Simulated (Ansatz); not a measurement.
**Strength of the C–H bond: C2H5OSi → C2H4OSi + H**

Species: C2H5OSi `[H]/[C]=C/[SiH2]O`, doublet; C2H4OSi `C#C[SiH2]O`, singlet; H atom, doublet. 

Shapes, held fixed at every level: PBE0-D4/def2-TZVP. Flexible molecules stand in one conformer, not always the lowest. Programs: Ansatz 0.2.0. The zero-point and thermal change to 298 K, harmonic and unscaled (PBE0-D4/def2-TZVP), is -19.0 kJ/mol.

Task: Estimate ΔH(298 K) of this reaction.

Result: B2PLYP/def2-TZVPP gives ΔH(298 K) = +122.4 kJ/mol; the levels span +122.4 to +159.0. A fragment pairs its electrons up again, so this isn't a typical strength of such a bond. The median of the levels is +137.4. No measured value is set beside it here. Spin contamination: C2H5OSi (⟨S²⟩ up to 0.92). Open shells run unrestricted unless RO is named. Times are processor times on shared x86 and Arm servers, and rough.

```csv
level,kind,ΔH(298 K) (kJ/mol),CPU time (sum over the molecules)
HF/def2-SVP,Hartree–Fock,+135.7,–
SPW92/def2-TZVPP,LDA,+158.6,7.5 s
PBE-D4/def2-TZVPP,GGA,+138.0,15 s
B3LYP-D4/def2-TZVPP,global hybrid,+140.2,19 s
r2SCAN0-D4/def2-TZVPP,global hybrid,+159.0,25 s
wB97M-V/def2-TZVPP,range-separated hybrid,+129.8,51 s
wB97X-V/def2-TZVPP,range-separated hybrid,+136.8,38 s
B2PLYP/def2-TZVPP,double hybrid,+122.4,27 s
```

Every level makes loss of hydrogen from this β-silylvinyl radical clearly endothermic, yet far easier than breaking a C–H bond in a closed-shell alkene. The hydrogen leaves from the carbon next to the radical centre, so the electron left behind pairs with the unpaired one in a second, in-plane π bond. Forming the alkyne thus repays much of the cost of the σ bond. The negative vibrational and thermal term fits the loss of C–H stretching and bending modes; being common to all levels, it leaves the spread purely electronic.

That spread doesn't follow the class of functional: the global hybrids B3LYP-D4 and r2SCAN0-D4 give +140.2 and +159.0, the latter almost matching the LDA. B2PLYP marks the lower end, probably because its perturbative correlation recovers too little energy for the spin-contaminated radical, so +122.4 is better read as a likely underestimate than as the best value. The reaction enthalpy alone doesn't set the rate, since the reverse addition of hydrogen to an alkyne normally has a barrier of its own.
